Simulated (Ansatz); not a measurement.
## Ligand exchange: Sn(CH3)3I + C2H3F3O → Sn(CH3)3(OH) + C2H2F3I

Gas-phase species: Sn(CH3)3I (iodotrimethylstannane), singlet; C2H3F3O (2,2,2-trifluoroethanol) `OCC(F)(F)F`, singlet; Sn(CH3)3(OH), singlet; C2H2F3I (1,1,1-trifluoro-2-iodoethane) `FC(F)(F)CI`, singlet. The partners trade I for OH: Sn–I and C–OH bonds give way to Sn–OH and C–I.

Shapes, held fixed at every level: PBE0-D4/def2-TZVP. Flexible molecules stand in one conformer, not always the lowest. Programs: Ansatz 0.2.0. The zero-point and thermal change to 298 K, harmonic and unscaled (PBE0-D4/def2-TZVP), is -7.5 kJ/mol.

```json
{"level": "HF/def2-TZVPP", "kind": "Hartree–Fock", "ΔH(298 K) (kJ/mol)": "+90.4"}
{"level": "r2SCAN-D4/def2-TZVPP", "kind": "meta-GGA", "ΔH(298 K) (kJ/mol)": "+67.0"}
{"level": "r2SCAN0-D4/def2-TZVPP", "kind": "global hybrid", "ΔH(298 K) (kJ/mol)": "+76.0"}
{"level": "wB97M-V/def2-TZVPP", "kind": "range-separated hybrid", "ΔH(298 K) (kJ/mol)": "+66.3"}
{"level": "wB97X-V/def2-TZVPP", "kind": "range-separated hybrid", "ΔH(298 K) (kJ/mol)": "+66.9"}
{"level": "MP2/def2-SVP", "kind": "perturbation theory", "ΔH(298 K) (kJ/mol)": "+85.2"}
{"level": "CCSD/def2-SVP", "kind": "coupled cluster or CI", "ΔH(298 K) (kJ/mol)": "+91.0"}
{"level": "MP2/def2-TZVPP", "kind": "perturbation theory", "ΔH(298 K) (kJ/mol)": "+59.3"}
```

MP2/def2-TZVPP gives ΔH(298 K) = +59.3 kJ/mol; the levels span +59.3 to +91.0. The median of the levels is +71.5. No measured value is set beside it here. For atoms past krypton def2 sets carry core potentials with scalar relativity. Outer-core shells of I, Sn are correlated, in sets that cover them unevenly. MP2/def2-TZVPP lies outside the range of the other correlated levels here, so it shouldn't be taken on trust.

The exchange is clearly endothermic at every level, so in the gas phase iodine stays on tin and hydroxyl on carbon. Tin's affinity for oxygen does favour the products, but it evidently doesn't repay the loss of the C–OH bond. Carbon's compact valence orbitals overlap far better with oxygen than with the diffuse 5p shell of iodine, whereas tin, itself large and electropositive, binds iodine comparatively well.

The size of the enthalpy is less certain than its sign. Enlarging the basis lowers the MP2 value from +85.2 to +59.3 kJ/mol, while MP2 and CCSD lie much closer together in the small basis. The high CCSD result therefore probably owes more to the basis than to its treatment of correlation, and doesn't support a reaction enthalpy near +91.0 kJ/mol. In the larger basis, correlation at the MP2 level favours the products relative to Hartree–Fock.

The preference can't be carried over directly to the condensed phase, where trimethyltin hydroxide associates through Sn–O bridges and gains stabilisation absent from the isolated molecule.
